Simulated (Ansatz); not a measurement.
## A ladder of methods for BN (SMILES B#N)

BN has 2 atoms, charge 0, and is taken as a triplet. As SMILES, `B#N`. The shape is that of a GFN2-xTB optimisation.

```xyz
2

B     0.0000    0.0000    0.0000
N     0.0000    0.0000    1.2684
```

Each level gives the energy change with the B1–N2 bond stretched from 1.268 to 3.289 Å (eV). The values are calculated.

| level | kind | program | value (eV) | less FCI/6-31G |
| --- | --- | --- | --- | --- |
| UHF/6-31G | Hartree–Fock | Ansatz | 1.30 | -1.72 |
| UBHLYP/6-31G | global hybrid | Ansatz | 3.30 | +0.28 |
| RPA@PBE/6-31G | RPA | Ansatz | 2.72 | -0.30 |
| UMP2/6-31G | perturbation theory | Ansatz | 3.17 | +0.15 |
| UCCSDT(Q)/6-31G | coupled cluster or CI | Ansatz | 3.02 | 0.00 |
| UCCSDT/6-31G | coupled cluster or CI | Ansatz | 3.01 | -0.01 |
| UCCSDTQ/6-31G | coupled cluster or CI | Ansatz | 3.01 | -0.01 |
| FCI/3-21G | exact in the basis | Ansatz | 3.00 | -0.02 |
| FCI/6-31G | exact in the basis | Ansatz | 3.02 | 0.00 |

FCI/6-31G is exact within its basis and frozen core, so for wave-function methods in that basis the difference is their error; functionals converge differently with the basis, so for them it is only a difference. The first shape isn't each level's own minimum. The values span 1.30 to 3.30 eV. Spin contamination of the reference (⟨S²⟩ at least 0.1 too high) touches UHF/6-31G, UBHLYP/6-31G, RPA@PBE/6-31G, UMP2/6-31G, UCCSDT(Q)/6-31G, UCCSDT/6-31G, UCCSDTQ/6-31G. All rows use very small basis sets, so none should be taken for the real molecule's value.

Stretching triplet BN costs 3.02 eV at the full-CI level in 6-31G, and UHF recovers less than half of it. The missing part is mainly correlation energy lost as the bond opens: at short distance the σ and π electrons share a compact region between the atoms, whereas at long distance they separate onto boron and nitrogen. An unrestricted determinant can localise them there, so it probably describes the stretched end better than the bonded one and makes the bond too weak.

Second-order perturbation theory restores most of the deficit but overshoots slightly, which suggests imperfect cancellation between the two ends. With full triples the coupled-cluster result is already within 0.01 eV of full CI, and the differences among the higher levels are too small to rank them. RPA remains too low, in line with its usual tendency to underbind. The close agreement between the two full-CI values doesn't demonstrate basis convergence, since both sets lack the polarisation functions that a multiple bond needs.
